**Question**

I have ten shapes of a flexible methyl ether that carries three ethynyl groups and a silyl end. For eight of them I have energies, weights and dipole moments; for rows 9 and 10 I have only the torsions. How much can I say about these two from their torsions and the other eight rows, and how far should I trust it?

Gas-phase conformers of C#C[C@@H](C[C@H](C#C)COC)C[C@@H](C#C)C[SiH3], atoms numbered in this order; PBE0-D3(BJ)/6-31G(d) at GFN2-xTB geometries (PySCF 2.14.0, tblite 0.8.0). Free energies and weights at 298.15 K use GFN2-xTB quasi-harmonic terms. At most ten shapes were kept and the search may have missed others, so the weights are shares of these ten, not of all shapes. Torsions: C11-C3-C4-C5, C3-C4-C5-C8, C4-C5-C8-O9, C5-C8-O9-C10, C4-C3-C11-C12, C3-C11-C12-C15.

```tsv
number	torsions in degrees	GFN2-xTB energy above its lowest (kcal/mol)	DFT energy above the lowest (kcal/mol)	free energy above the lowest (kcal/mol)	weight (%)	dipole (D)
1	(175,167,-57,-70,-173,-174)	0.120	0.000	0.000	36.50	0.700
2	(176,167,-57,-71,-174,-174)	0.000	0.360	0.420	18.10	0.670
3	(177,174,-64,-179,-173,-169)	0.820	0.670	0.600	13.30	1.240
4	(175,165,-57,-70,-174,-171)	0.170	0.450	0.710	11.00	1.300
5	(173,174,56,177,-174,-175)	1.690	1.220	0.920	7.70	2.120
6	(173,167,-57,-70,-63,-58)	1.530	1.180	1.170	5.10	1.480
7	(174,175,57,176,-174,-175)	1.560	1.510	1.290	4.10	1.370
8	(173,167,-56,-70,-64,-55)	0.960	1.170	1.790	1.80	0.970
9	(174,175,-168,-176,-172,-173)	?	?	?	?	?
10	(175,173,177,68,-174,-175)	?	?	?	?	?
```

**Answer**

Start with the third torsion, C4-C5-C8-O9, because it is what sets your two rows apart. The carbon C5 carries the main chain (through C4), an ethynyl group and a hydrogen, and the oxygen on the neighbouring carbon C8 sits opposite one of these three. In rows 1 to 4, 6 and 8 it is opposite the ethynyl group, and in rows 5 and 7 opposite the hydrogen. In rows 9 and 10 it is opposite the chain, a place that no known row occupies. The fourth torsion tells whether the methoxy end is extended (anti, near 180°) or folded (gauche, near 70° in size): row 9 is extended, row 10 folded.

The known rows give a first idea of what moving the oxygen costs. Rows 3, 5 and 7 all have an extended methoxy end, but in rows 5 and 7 the oxygen has moved next to the ethynyl group while keeping the chain as a neighbour. Their DFT energies lie 0.55 and 0.84 kcal/mol above row 3. Repulsion between the oxygen lone pairs and the electron-rich triple bond is a reasonable cause, though these totals do not isolate it.

Now count neighbours. In row 9 the oxygen is next to the ethynyl group but no longer next to the chain, so it has one carbon neighbour where rows 5 and 7 have two. If each such contact cost energy, row 9 would lie below them. The order of your list says otherwise: the known rows run by rising free energy, so row 9 should come above row 8. The simple count therefore looks doubtful before any new energy is seen, and I would not base a number on it.

**Forecasting the energies**

The list itself supplies a number. The eight known weights leave 2.4 % of this ten-member set for two rows. Row 9 should have at least half of that and no more than row 8's 1.8 %, which puts it near 1.5 % and leaves 0.9 % for row 10.

A Boltzmann weight turns directly into a free energy relative to row 1. For row 9 this is RT ln(36.5/1.5), where R is the gas constant and T the temperature. With RT about 0.59 kcal/mol and a logarithm of about 3.2, the result is 1.9 kcal/mol. The same step gives 2.2 kcal/mol for row 10. This is bookkeeping and not yet chemistry.

The chemistry enters on the way back to the DFT energy. In the known rows with an extended methoxy end, the free energy is on average 0.2 kcal/mol lower than the DFT energy, both taken relative to row 1. With a folded end it is on average 0.2 higher. An extended end should be floppier, with softer vibrations and more entropy, which would explain the sign. The scatter is wide, however, with row 8 well above its group's average.

**Forecasting the dipoles**

Here the torsions can do more of the work. Treat the ether and each ethynyl group as a small arrow of fixed length along ideal tetrahedral directions, and add the arrows. The ether arrow points from the oxygen towards its two carbons, and each ethynyl arrow points from the outer end of the triple bond towards the chain.

In row 1 the ether arrow largely opposes the sum of the three ethynyl arrows, and the dipole is small. In row 9 the ideal geometry turns the ether arrow right round, so that it adds to them. Row 10 lies in between and should resemble rows 5 and 7. The silyl end has a dipole too, but its direction is unknown, so I add it as an independent contribution, squares added to squares.

I took rough sizes from memory for the group dipoles and fitted one common scale to the eight known rows. The typical misfit is 0.33 D, against 0.44 D if every shape is simply given the average dipole. That is a modest gain, so the error bars must be wide.

| Quantity | Row 9 | Row 10 |
|---|---|---|
| Weight, % | 1.5 ± 0.3 | 0.9 ± 0.3 |
| Free energy, kcal/mol | 1.9 ± 0.2 | 2.2 ± 0.3 |
| DFT energy, kcal/mol | 2.1 ± 0.5 | 2.0 ± 0.5 |
| Dipole, D | 2.2 ± 0.7 | 1.9 ± 0.7 |

I leave the order of the two DFT energies open, expect row 9 to be probably the most polar of the ten, and make no forecast for the GFN2-xTB energy.

The withheld rows as computed:

```tsv
number	torsions in degrees	GFN2-xTB energy above its lowest (kcal/mol)	DFT energy above the lowest (kcal/mol)	free energy above the lowest (kcal/mol)	weight (%)	dipole (D)
9	(174,175,-168,-176,-172,-173)	1.710	2.300	1.940	1.40	1.640
10	(175,173,177,68,-174,-175)	1.420	2.250	2.150	1.00	1.090
```

**What held**

The weights and free energies fall within their ranges, as they should when they follow from a sum and an ordering. Both DFT energies are hits as well, each about 0.2 kcal/mol above the forecast. They deserve only partial credit, because most of each number came from the list. The correction for the methoxy end helped only row 9. In row 10 the free energy is 0.10 kcal/mol lower than the DFT energy, where the known folded rows had led me to expect it 0.2 higher, so the forecast would have been closer without that step. The two differ by just 0.05 kcal/mol, which is within the noise. The small basis set can also make folded shapes look slightly too stable, so their order means nothing.

The new energies also speak against the simple count of neighbours. Going from row 5 or row 7 to row 9 removes the contact between oxygen and chain, yet the DFT energy rises by 2.30 − 1.22 = 1.08 or 2.30 − 1.51 = 0.79 kcal/mol. Rows 1, 2 and 4, which agree in every listed torsion and so must differ in the turn of the silyl end, spread over only 0.45 kcal/mol. That turn alone is therefore an unlikely explanation. In these DFT energies, then, the extended ether is better off with its oxygen beside the chain than opposite it, even when the ethynyl group is a neighbour in both cases. GFN2-xTB hardly sees this cost: it puts row 9 only 1.71 − 1.69 = 0.02 kcal/mol above row 5 and 1.71 − 1.56 = 0.15 kcal/mol above row 7. Since the DFT energies were computed at GFN2-xTB geometries, and a lower extended shape with the oxygen opposite the chain may be missing from the set, the size of the cost remains uncertain.

Row 10, with a folded methoxy end, is costly too. It lies 2.25 − 0.45 = 1.80 kcal/mol above row 4, the highest of the three shapes with a straight chain, a folded methoxy end and the oxygen opposite the ethynyl group. This step also brings the oxygen next to the ethynyl group, and the methoxy end folds the other way, so it does not isolate the cost of leaving the chain.

One possible contribution is hyperconjugation, the donation of electrons from a bond into the empty antibonding orbital of the C-O bond opposite it. A C-H bond, as in rows 5 and 7, is usually a somewhat better donor than the C-C bond that takes its place in row 9. It cannot be what orders all the shapes, because in the lowest rows the bond opposite C-O is the one to the ethynyl group, which should be a poorer donor still. Whether it accounts for the difference of nearly 1 kcal/mol between row 9 and rows 5 and 7 is untested here.

**What failed**

The dipole model did poorly. Row 9 came out at 1.64 D, inside its range but 0.6 D below the forecast, and it is not the most polar shape; row 5 is. Row 10, at 1.09 D, fell outside its range altogether. The plain average of the eight known dipoles, 9.85/8 = 1.23 D, would have been closer for both rows, so the model's small advantage on the fitted rows did not carry over to new ones.

The known rows point to one weakness. Rows 1 and 4 share their listed torsions but have dipoles of 0.70 and 1.30 D; rows 5 and 7 share theirs and have 2.12 and 1.37 D. Turning the silyl end thus changes the dipole by about as much as my forecasts missed. Both misses are on the high side, though, so the fixed group arrows may also be at fault. The printed output after this text gives the fits and each miss.

For your next flexible molecule, list every turn that moves a polar group before you add group dipoles, and keep the plain average as the mark to beat. For this one, the question left is how much an oxygen opposite the chain really costs, and why. Repeating rows 3, 5 and 9 with the same silyl turn, geometries relaxed with DFT and a larger basis set would be a good first test.

Output of the analysis:

```
Dipole from group vectors before scaling, rows 1 to 10, in D: 1 0.9612, 2 0.9612, 3 1.824, 4 0.9612, 5 2.393, 6 1.272, 7 2.393, 8 1.272, 9 2.851, 10 2.393
fit of conformer_dipole on 8 rows: coefficient of mu 0.7839 +/- 0.078; rms 0.334, worst 4 -0.546, leave-one-out rms 0.398
  rows outside the fit (model, value, miss): 9 2.235, 1.64, 0.595; 10 1.876, 1.09, 0.786
Rival model, rms scatter of known dipoles about their mean, in D: 0.4389
fit of conformer_free_energy - conformer_dft_energy on 8 rows: constant 0.186 +/- 0.1, coefficient of ext -0.3827 +/- 0.17; rms 0.197, worst 8 -0.434, leave-one-out rms 0.251
  rows outside the fit (model, value, miss): 9 -0.1967, -0.36, 0.163; 10 0.186, -0.1, 0.286
Weight left for rows 9 and 10 together, in %: 2.4
Mixing entropy with the forecast weights, in cal/(mol K): 3.669
Forecast weights of rows 9 and 10, in %: 9 1.5, 10 0.9
Computed weights of rows 9 and 10, in %: 9 1.4, 10 1
Forecast free energies of rows 9 and 10, in kcal/mol: 9 1.891, 10 2.194
Computed free energies of rows 9 and 10, in kcal/mol: 9 1.94, 10 2.15
Forecast DFT energies of rows 9 and 10, in kcal/mol: 9 2.088, 10 2.008
Computed DFT energies of rows 9 and 10, in kcal/mol: 9 2.3, 10 2.25
Miss in DFT energy, forecast less computed, in kcal/mol: 9 -0.2122, 10 -0.2422
Weight of the shape shared by rows 1, 2 and 4, in %: 65.6
Weight of known rows with methoxy gauche, in %: 72.5
Weight of known rows with methoxy anti, in %: 25.1
DFT energy of row 3 above row 4, in kcal/mol: 0.22
DFT energy of row 5 above row 3, in kcal/mol: 0.55
DFT energy of row 7 above row 3, in kcal/mol: 0.84
```
